## Assigning five errors for AlB

Five levels of theory have been applied to triplet AlB, and each has left an error in the total energy relative to full configuration interaction (FCI) in the same basis. Can the size of an error tell which level made it?

Total energies of neutral triplet AlB at a bond length of 1.86 Å, relative to full configuration interaction (FCI) in the same cc-pVDZ basis, calculated with Ansatz 0.2.0 with frozen cores. The active spaces hold 4 electrons in 4 orbitals (pair) and 6 electrons in 8 orbitals (valence). Candidates: NEVPT2 pair, RMP2, MRCISD valence, RCCSD(T), MRCISD+Q valence.

| row | this level less the reference (FCI, same basis) (meV) |
| --- | --- |
| A | 84.9 |
| B | 928.7 |
| C | -9.2 |
| D | 1254.1 |
| E | 73.8 |

In the labels, R marks a restricted determinant and U an unrestricted one. "Pair" and "valence" name the smaller and the larger active space, the set of orbitals within which CASSCF treats the electrons exactly. NEVPT2 adds the remaining correlation by second-order perturbation theory, MRCISD by single and double excitations, and +Q estimates what MRCISD leaves out. Other levels of the same series serve as landmarks.

### Small errors and large ones

Three candidates have a landmark above them. The (T) term normally lowers the energy, so RCCSD(T) should fall below RCCSD, which errs by 324.3 meV. MRCISD in the valence space should fall below MRCISD in the pair space, at 373.0 meV, and +Q lowers it further. These three levels must therefore share A, C and E, which leaves B and D for RMP2 and NEVPT2 pair.

### The negative value

The sign of C proves little, because the treatment of the cores alone can shift these energies by up to 20 meV. Its position says more. MRCISD valence can't be the lowest of the three, since its own +Q value lies below it. If C were RCCSD(T), +Q would lower the valence result by only the 11 meV between A and E, against 298 meV in the pair space. C is thus MRCISD+Q valence, as good as surely.

### The two large values

Two limiting cases suggest an order for B and D. If the active space shrinks to the two singly occupied orbitals, CASSCF becomes a single determinant and NEVPT2 becomes a theory of the MP2 kind. If the space grows to hold all orbitals, the error vanishes. NEVPT2 pair lies between these limits. The error need not fall steadily from one to the other, but one would expect it to be smaller than that of RMP2, which points to B.

A rough estimate supports this. Suppose that NEVPT2 leaves the same share of the CASSCF error in both spaces. In the valence space that share is $422.4/1722.9 = 0.245$. The CASSCF pair error of 3177.7 meV then gives

$$0.245 \times 3177.7\ \text{meV} \approx 779\ \text{meV}.$$

Nothing was fitted, and neither B nor D entered the estimate. It falls 150 meV short of B but 475 meV short of D. The constant share is only an assumption, and a CASSCF calculation can settle on a higher solution, so the assignment of B to NEVPT2 pair and D to RMP2 is likely rather than certain.

### The two that can't be separated

A and E differ by 11 meV, less than the possible difference between the cores. The landmark closest in kind to RCCSD(T) is BCCD(T), the same type of theory with other orbitals, at 100.9 meV. It lies closer to A, which gives a slight preference for A as RCCSD(T) and E as MRCISD valence. Yet UCCSD(T), which starts from a spin-contaminated determinant, lies 53 meV above BCCD(T), so the choice of determinant can matter more than the gap to be judged. This pair remains ambiguous.

### The labels

A is RCCSD(T), B is NEVPT2 pair, C is MRCISD+Q valence, D is RMP2 and E is MRCISD valence.

The rows with their labels:

| level | this level less the reference (FCI, same basis) (meV) | flagged |
| --- | --- | --- |
| RHF | 3997.6 | no |
| UHF | 3344.0 | no |
| RMP2 | 1254.1 | no |
| UMP2 | 1283.5 | yes |
| RCCSD | 324.3 | no |
| UCCSD | 356.9 | yes |
| RCCSD(T) | 84.9 | no |
| UCCSD(T) | 153.8 | yes |
| BCCD(T) | 100.9 | no |
| RCCSDT | 22.1 | no |
| UCCSDT | 26.8 | no |
| RCCSDT(Q) | 3.6 | no |
| UCCSDT(Q) | -1.3 | no |
| CASSCF pair | 3177.7 | no |
| NEVPT2 pair | 928.7 | no |
| MRCISD pair | 373.0 | no |
| MRCISD+Q pair | 75.1 | no |
| CASSCF valence | 1722.9 | no |
| NEVPT2 valence | 422.4 | no |
| MRCISD valence | 73.8 | no |
| MRCISD+Q valence | -9.2 | no |

The slight preference turns out right, but the near-equality of A and E hides two different defects. Full triple excitations lower RCCSD(T) by 63 meV, so most of its error comes from treating triples only approximately. MRCISD valence starts from many configurations but leaves out most higher excitations beyond the active space, and +Q puts their effect at 83 meV. Similar totals are no sign of similar physics.

Some warnings belong to these numbers. The three flagged levels start from the unrestricted determinant, which is strongly spin-contaminated. RMP2 and the restricted coupled-cluster levels start from a determinant that lies above the one in the RHF row, though by much less than the gap between B and D. The T1 diagnostic of the coupled-cluster calculation is large, a sign that a single determinant is a poor start for AlB.

### Why the active space matters

Going from the pair to the valence space lowers the CASSCF error by 1455 meV, the NEVPT2 error by 506 meV and the MRCISD error by 299 meV. The poorer the treatment outside the space, the more is gained by moving correlation inside it. The pair space holds four electrons and leaves one valence pair outside; the valence space holds all six, with more orbitals for them to enter.

A beryllium atom shows in simpler form why this should count. Its empty 2p orbitals lie close above the filled 2s orbital, so the configuration with both electrons moved from 2s to 2p mixes strongly into the ground state. Boron and aluminium also have low, mostly empty p orbitals, and theory leads one to expect similar pair excitations in AlB. The comparison ends there, because beryllium has neither a bond nor unpaired electrons. Nor does the table separate the effect of the added electrons from that of the added orbitals.

To place an unknown level, then, ask two questions: how well does it treat correlation outside its starting space, and which strong excitations does that space already contain? Neither is enough alone. RCCSD(T) starts from a single determinant, yet it errs far less here than NEVPT2 does even in the valence space, because it treats the remaining correlation much better. And the two questions together still can't order levels whose different defects happen to cost nearly the same energy.
